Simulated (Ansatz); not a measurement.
**Compressing Hf3N2: a fit and a missing row**

Hf3N2, R-3m, a = 3.209 Å, c = 23.315 Å. The structure is a Materials Project entry; whether it is the stable form wasn't checked. Ansatz: r2SCAN, PAW, 500 eV, Γ-centred 12×12×12 mesh on 5 atoms, Gaussian smearing 0.10 eV; no spin polarisation. Shape and atoms are relaxed at each volume; pressure is positive in compression.

| V (Å³/atom) | P (GPa) |
| --- | --- |
| 12.612 | ? |
| 13.028 | 15.63 |
| 13.444 | 7.23 |
| 13.860 | 0.00 |
| 14.275 | -6.21 |
| 14.691 | -11.54 |

Problem. Take V0 = 13.860 Å³/atom, fit the third-order Birch–Murnaghan form to the other rows, and predict the missing pressure.

Solution. With the Eulerian strain f = ½[(V0/V)^(2/3) − 1] and y = P/[3f(1 + 2f)^(5/2)], the form is the line y = B0 + 1.5 B0 (B0′ − 4) f. Rows (f, y): 0.02107, 223.0; 0.01026, 223.3; -0.00974, 223.2; -0.01904, 222.6. Means f = 0.0006375, y = 223.03; Σ(Δf)² = 0.001005, ΣΔfΔy = 0.008682; the slope is their ratio. y = 223.0 + 8.639 f GPa, so B0 = 223.0 GPa and B0′ = 4 + 2 × (8.639)/(3 × 223.0) = 4.03. At V = 12.612, f = 0.03246, y = 223.28 and P = 25.45 GPa. The run gave 25.37 GPa, so the fit is 0.08 GPa too high, a small miss on the scale of the series. The form still works here, 25 % of the fitted range beyond its end.

Spin–orbit coupling is left out, which can shift energies with elements as heavy as these.

The pressure rises faster on compression than it falls on expansion, the usual anharmonic response: overlap repulsion steepens as the atoms approach, while the bonding attraction weakens as they separate. A bulk modulus of 223.0 GPa marks a stiff solid, as expected for a transition-metal nitride in which covalent Hf 5d–N 2p bonding, with some ionic character, reinforces the metallic Hf–Hf bonding.

With B0′ so close to 4, the energy is nearly quadratic in Eulerian strain, which is why the extrapolation works. The small departure from 4 is not itself resolved: y does not vary monotonically with f, and near zero strain it is sensitive to rounding in V0. The computed pressure falling below the prediction, together with the lower y at the largest expansion, hints at a weak higher-order term, though numerical scatter could look the same. Because the fit uses only volume, it does not show how the compression is shared between the layer planes and the stacking direction.
